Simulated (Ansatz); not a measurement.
A series in volume per atom on TiHg

All results are calculated (Ansatz 0.2.0). Periodic Kohn-Sham DFT of a crystal at fixed atoms; pressure and stress are positive in compression; the energy is the free energy less that of spherical unpolarised free atoms; site moments are those in the method's own spheres, positive along +z.

Cell of the first row (space group P4/mmm, No. 123):
```
TiHg
1.0
      2.9476     0.0000     0.0000
      0.0000     2.9476     0.0000
      0.0000     0.0000     3.9585
Ti Hg
1 1
Direct
  0.50000 0.50000 0.50000
  0.00000 0.00000 0.00000
```

Settings of every row: method all-electron PAW; functional LDA; relativity scalar; k mesh 14x14x10; filling fermi-dirac; smearing width 0.08 eV; nucleus gaussian.

Atom start moment: 0 on all atoms.

Limits: no spin-orbit coupling on heavy atoms.

| row | volume per atom (Å³) | pressure (GPa) |
| --- | --- | --- |
| 1 | 17.196 | 0.834 |
| 2 | 17.562 | ? |
| 3 | 17.928 | -4.457 |
| 4 | 18.111 | -5.586 |
| 5 | 18.294 | -6.647 |
| 6 | 18.477 | -7.644 |
| 7 | 18.66 | -8.579 |
| 8 | 19.026 | -10.281 |
| 9 | 19.391 | -11.776 |

Question: what pressure should row 2 give?

Worked fit of pressure. Take u = (V_r/V)^(2/3) − 1 with V_r = 18.386 Å³ an atom, which is twice the finite (Eulerian) strain; such expansions in the strain, on which the Birch-Murnaghan equation of state is built, carry the rest volume and the bulk modulus. The shown rows have u = 0.04562, 0.01696, 0.0101, 0.00335, -0.00329, -0.00981, -0.02255, -0.03486. Least squares give pressure = −7.156 + 150.107 × u + 523.5 × u² + 554 × u³ GPa; a parabola predicts inner rows, each left out in turn, worse (root mean square 0.0083 against 0.00028 GPa). All shown rows lie on it to the printed digit. The pressure vanishes at u = 0.0414, or V = 17.3 Å³ an atom, and there the bulk modulus at fixed shape and fractions is B = −V dP/dV = (2/3)(1 + u) dP/du = 136 GPa. Letting shape and atoms relax would as a rule lower it, by much in layered, chain or molecular crystals. The withheld row has u = 0.03104, so the fit gives −7.156 + 150.107 × (0.03104) + 523.5 × (0.03104)² + 554 × (0.03104)³ = -1.976 GPa.

The calculation gave -1.975 GPa. The fit lies 0.001 GPa (0.0079 % of the column's range) below it, one unit of the last digit.
